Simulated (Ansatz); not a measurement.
# Co: pressure and energy change per atom as volume scale varies

Plane-wave DFT, scalar-relativistic PAW made under PBE with cores redone for the functional, no dispersion; the given relaxed cell is scaled uniformly, energy at zero smearing counts from the unscaled cell, pressure at the given Fermi-Dirac smearing is positive in compression. The results are calculated, by Ansatz 0.2.0.

The cell before it is scaled or strained (space group P6_3/mmc, No. 194):
```
Co
1.0
      2.4579     0.0000     0.0000
     -1.2289     2.1286     0.0000
      0.0000     0.0000     3.9732
Co
2
Direct
  0.33333 0.66667 0.25000
  0.66667 0.33333 0.75000
```

Settings of every row: spin polarised yes; functional m-r2SCAN; wave cutoff 500 eV; smearing width 0.05 eV; k mesh 24x24x13.

Atom:
| element | starting moment (Bohr magneton) |
| --- | --- |
| Co | 1.62 |
| Co | 1.62 |

Limits: all rows lie far from zero pressure.

| row | volume scale | V (Å³/atom) | pressure (GPa) | energy change per atom (meV) | largest site moment (Bohr magneton) |
| --- | --- | --- | --- | --- | --- |
| 1 | 0.88 | 9.146 | 42.7 | 150.67 | 1.49 |
| 2 | 0.92 | 9.562 | 25.5 | 62.29 | 1.55 |
| 3 | 0.96 | 9.978 | 11.55 | 14.82 | 1.59 |
| 4 | 1.04 | 10.809 | -8.19 | 10.55 | 1.66 |
| 5 | 1.08 | 11.225 | ? | ? | ? |
| 6 | 1.12 | 11.641 | -20.72 | 88.16 | 1.72 |

Question: what pressure and energy change per atom should row 5 give?

Worked fit of pressure. Take u = (V_r/V)^(2/3) − 1 with V_r = 9.978 Å³ an atom, which is twice the finite (Eulerian) strain; such expansions in the strain, on which the Birch-Murnaghan equation of state is built, carry the rest volume and the bulk modulus. The shown rows have u = 0.05976, 0.0288, 0, -0.05193, -0.09766. Least squares give pressure = 11.666 + 447.26 × u + 1190.6 × u² GPa; a straight line predicts inner rows, each left out in turn, worse (root mean square 3.4 against 0.21 GPa). The rows lie off it by 0.05, -0.03, -0.12, 0.16, -0.06 (root mean square 0.097 GPa). The pressure vanishes at u = -0.0282, or V = 10.42 Å³ an atom, and there the bulk modulus at fixed shape and fractions is B = −V dP/dV = (2/3)(1 + u) dP/du = 246 GPa. Letting shape and atoms relax would as a rule lower it, by much in layered, chain or molecular crystals. The withheld row has u = -0.0755, so the fit gives 11.666 + 447.26 × (-0.0755) + 1190.6 × (-0.0755)² = -15.32 GPa.

The calculation gave -15.14 GPa. The fit lies 0.18 GPa (1.2 % of the value, 0.28 % of the column's range) below it; its largest miss of a shown row is 0.16 GPa.

Worked fit of energy change per atom. Take u = (V_r/V)^(2/3) − 1 with V_r = 9.978 Å³ an atom, which is twice the finite (Eulerian) strain; such expansions in the strain, on which the Birch-Murnaghan equation of state is built, carry the rest volume and the bulk modulus. The shown rows have u = 0.05976, 0.0288, 0, -0.05193, -0.09766. Least squares give energy change per atom = 15.421 + 1111.42 × u + 19069.2 × u² meV; a straight line predicts inner rows, each left out in turn, worse (root mean square 54 against 1.8 meV). The rows lie off it by 0.73, -0.96, -0.60, 1.42, -0.59 (root mean square 0.91 meV). The withheld row has u = -0.0755, so the fit gives 15.421 + 1111.42 × (-0.0755) + 19069.2 × (-0.0755)² = 40.21 meV.

The calculation gave 41.26 meV. The fit lies 1.05 meV (2.5 % of the value, 0.75 % of the column's range) below it; its largest miss of a shown row is 1.42 meV.

The other values of row 5: largest site moment 1.7 Bohr magneton.
